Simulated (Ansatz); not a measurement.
A series in volume scale on Ni3Hg

Free energy against uniform scaling of the volume at fixed shape and fractions; periodic cell, basis, potentials, k mesh and filling as listed. The results are calculated, by Ansatz 0.2.0.

The cell before it is scaled or strained (space group Pm-3m, No. 221):
```
cell vectors (Å)
   3.7449     0.0000     0.0000
   0.0000     3.7449     0.0000
   0.0000     0.0000     3.7449
atoms (fractions of the cell vectors)
Ni  0.00000  0.50000  0.50000
Ni  0.50000  0.00000  0.50000
Ni  0.50000  0.50000  0.00000
Hg  0.00000  0.00000  0.00000
```

Settings of every row: functional PBEsol; dispersion none; potentials PAW; wave cutoff 476.2 eV; density cutoff 1904.8 eV; k mesh 6x6x6; k shift 0x0x0; occupations fermi dirac; smearing width 0.1 eV; spin collinear.

Limits: coarse k mesh, up to 40 meV an atom off; no spin-orbit coupling, which can matter with elements this heavy; the cell comes from a prototype or a list of computed structures and needn't be the stable phase.

```
row  volume scale  V (Å³/atom)  pressure (GPa)  energy above lowest point (meV/atom)
  1          0.92       12.079            7.71                                  10.2
  2        0.9467        12.43               ?                                     ?
  3        0.9733       12.779            -3.2                                   1.7
  4             1        13.13            -7.4                                  13.4
  5        1.0267        13.48          -10.93                                  33.5
  6        1.0533        13.83          -13.88                                  60.7
  7          1.08        14.18          -16.35                                  93.9
```

Question: what pressure should row 2 give?

Worked fit of pressure. Take u = (V_r/V)^(2/3) − 1 with V_r = 13.305 Å³ an atom, which is twice the finite (Eulerian) strain; such expansions in the strain, on which the Birch-Murnaghan equation of state is built, carry the rest volume and the bulk modulus. The shown rows have u = 0.06657, 0.02726, 0.00887, -0.00867, -0.02547, -0.04157. Least squares give pressure = −9.243 + 200.61 × u + 751.3 × u² + 912 × u³ GPa; a parabola predicts inner rows, each left out in turn, worse (root mean square 0.044 against 0.0062 GPa). All shown rows lie on it to the printed digit. The pressure vanishes at u = 0.0398, or V = 12.55 Å³ an atom, and there the bulk modulus at fixed shape and fractions is B = −V dP/dV = (2/3)(1 + u) dP/du = 184 GPa. The withheld row has u = 0.0464, so the fit gives −9.243 + 200.61 × (0.0464) + 751.3 × (0.0464)² + 912 × (0.0464)³ = 1.77 GPa.

The calculation gave 1.79 GPa. The fit lies 0.02 GPa (1.1 % of the value, 0.083 % of the column's range) below it; its largest miss of a shown row is 0.00 GPa.

The other values of row 2: energy above lowest point 0 meV/atom.
